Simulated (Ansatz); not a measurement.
**Correcting a cheap level on B-containing molecules**

The vertical ionisation energy (cation less neutral) in eV of 7 B-containing molecules: x at r2SCAN-D4/def2-TZVPP, y at CCSD(T)/def2-TZVPP. Shapes, held fixed at every level: PBE0-D4/def2-TZVP. Programs: Ansatz 0.2.0.

| molecule | x (eV) | y (eV) |
| --- | --- | --- |
| BH3(NH3) | 10.35 | 10.73 |
| BH3(SeH2) | 10.57 | 10.91 |
| BH3(SH2) | 10.68 | ? |
| BF (SMILES [B]F) | 10.74 | 11.09 |
| HBS (hydrogen boron sulfide) | 11.17 | 11.14 |
| B(OH)O (oxoborinic acid) | 12.11 | 12.39 |
| BOF (fluoro(oxo)borane) | 13.32 | 13.46 |

Task: Fit y = c + s·x to the known rows and predict y for BH3(SH2).

Result: 
1. Means of the 6 rows: x = 11.3767, y = 11.620.
2. Σ(Δx)² = 6.4671, Σ(Δx·Δy) = 6.0635, so the slope is 6.0635/6.4671 = 0.93759.
3. Intercept: 11.620 − (0.93759) × 11.3767 = 0.953. The largest residual of the fit is 0.29.
4. BH3(SH2): 0.953 + 0.93759 × 10.68 = 10.97 eV.

CCSD(T)/def2-TZVPP gives 11.09 eV, so the prediction is off by -0.12 eV, within the largest residual. The largest residual belongs to HBS, which stands apart and tilts the line. Uncorrected, r2SCAN-D4/def2-TZVPP misses it by -0.41 eV, and the other rows by 0.25 on average. The line removes about 70 % of this miss. Left out in turn, the other rows are missed by 0.13 eV on average. Cations run unrestricted. Relativity is left out for Se. Outer-core shells of Se are correlated, in sets that cover them unevenly.

r2SCAN-D4 places the ionisation energies below CCSD(T) for every molecule except HBS, where the two nearly coincide. The correction is therefore mostly an upward shift, and the slope of 0.93759 makes it shrink towards the strongly bound electrons of BOF. What probably matters more than the energy itself is where the hole forms. In BF the electron leaves a σ lone pair largely on boron, and in the ammonia adduct it leaves the B–H bonding orbitals. In HBS it comes from a π orbital with strong sulfur 3p character, for which the functional's errors in neutral and cation may cancel better. A line in the ionisation energy alone cannot register that difference. HBS also lies close in energy to BH3(SH2) and pulls the line down there, which probably explains part of the remaining underestimate. The fit thus supports a useful correction for the borane adduct, but sharing boron and sulfur is not enough to make molecules behave alike, and other boron–sulfur π systems would need reference values of their own.
